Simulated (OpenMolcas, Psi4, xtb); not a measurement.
# GeH2 (SMILES [GeH2]): the vertical ionisation energy, rung by rung

GeH2: 3 atoms, total charge 0, spin state singlet. SMILES: `[GeH2]`. The coordinates come from a PBE0-D4/def2-TZVP relaxation.

| atom | x (Å) | y (Å) | z (Å) |
| --- | --- | --- | --- |
| Ge | -0.5701 | 0.4051 | -0.2637 |
| H | 0.7830 | 0.7436 | 0.5090 |
| H | -0.2129 | -1.1487 | -0.2453 |

Each level gives the vertical ionisation energy (to the doublet cation) (eV). The values are calculated.

```json
{"level": "GFN2-xTB", "kind": "semi-empirical", "program": "xtb", "value (eV)": "14.74", "less CCSD(T)/def2-TZVPPD": "+5.27", "CPU time (all runs)": "under 2 s"}
{"level": "HF/def2-TZVPPD", "kind": "Hartree–Fock", "program": "Psi4", "value (eV)": "8.45", "less CCSD(T)/def2-TZVPPD": "-1.02", "CPU time (all runs)": "7.7 s"}
{"level": "SVWN5/def2-TZVPPD", "kind": "LDA", "program": "Psi4", "value (eV)": "9.58", "less CCSD(T)/def2-TZVPPD": "+0.11", "CPU time (all runs)": "16 s"}
{"level": "PBE/def2-TZVPPD", "kind": "GGA", "program": "OpenMolcas", "value (eV)": "9.40", "less CCSD(T)/def2-TZVPPD": "-0.07", "CPU time (all runs)": "50 s"}
{"level": "TPSS/def2-TZVPPD", "kind": "meta-GGA", "program": "OpenMolcas", "value (eV)": "9.40", "less CCSD(T)/def2-TZVPPD": "-0.07", "CPU time (all runs)": "65 s"}
{"level": "BHLYP/def2-TZVPPD", "kind": "global hybrid", "program": "OpenMolcas", "value (eV)": "9.38", "less CCSD(T)/def2-TZVPPD": "-0.09", "CPU time (all runs)": "48 s"}
{"level": "MP2/def2-TZVPPD", "kind": "perturbation theory", "program": "Psi4", "value (eV)": "9.36", "less CCSD(T)/def2-TZVPPD": "-0.11", "CPU time (all runs)": "11 s"}
{"level": "CCSD(T)/def2-TZVPPD, open shells restricted", "kind": "coupled cluster or CI", "program": "OpenMolcas", "value (eV)": "9.47", "less CCSD(T)/def2-TZVPPD": "0.00", "CPU time (all runs)": "67 s"}
```

CCSD(T)/def2-TZVPPD, open shells restricted is the highest level here, not the true value. All-electron rows without a relativistic Hamiltonian named are non-relativistic. The values span 8.45 to 14.74 eV. The xTB values lack the empirical shift that such differences need. In the correlated wave-function rows the outer d shell of Ge is correlated, in sets not made for it. CPU times are rough (shared hosts, several kinds of processor): they show what a rung costs within a factor of a few.

Leaving GFN2-xTB aside, Hartree–Fock is the outlier: it falls 1.02 eV below CCSD(T), while every density functional and MP2 lie within about a tenth of an eV of it. The electron leaves the in-plane lone pair on germanium, an orbital rich in 4s character. Ionisation breaks up this pair, so the neutral molecule loses correlation energy that Hartree–Fock never gave it, and the ionisation energy comes out too low. The empty out-of-plane 4p orbital probably enlarges the effect, since it offers the pair a low-lying route for correlation.

MP2 recovers most of the deficit, which suggests that the neutral singlet is not strongly multireference at this geometry. BHLYP, despite its large share of exact exchange, stays close to PBE and TPSS, which also points to missing correlation as the main fault of Hartree–Fock. The small differences among the functionals don't establish a ranking. Nor do these vertical values give the ionisation threshold, because the cation, with only one electron left in the lone pair, should relax to a wider H–Ge–H angle.
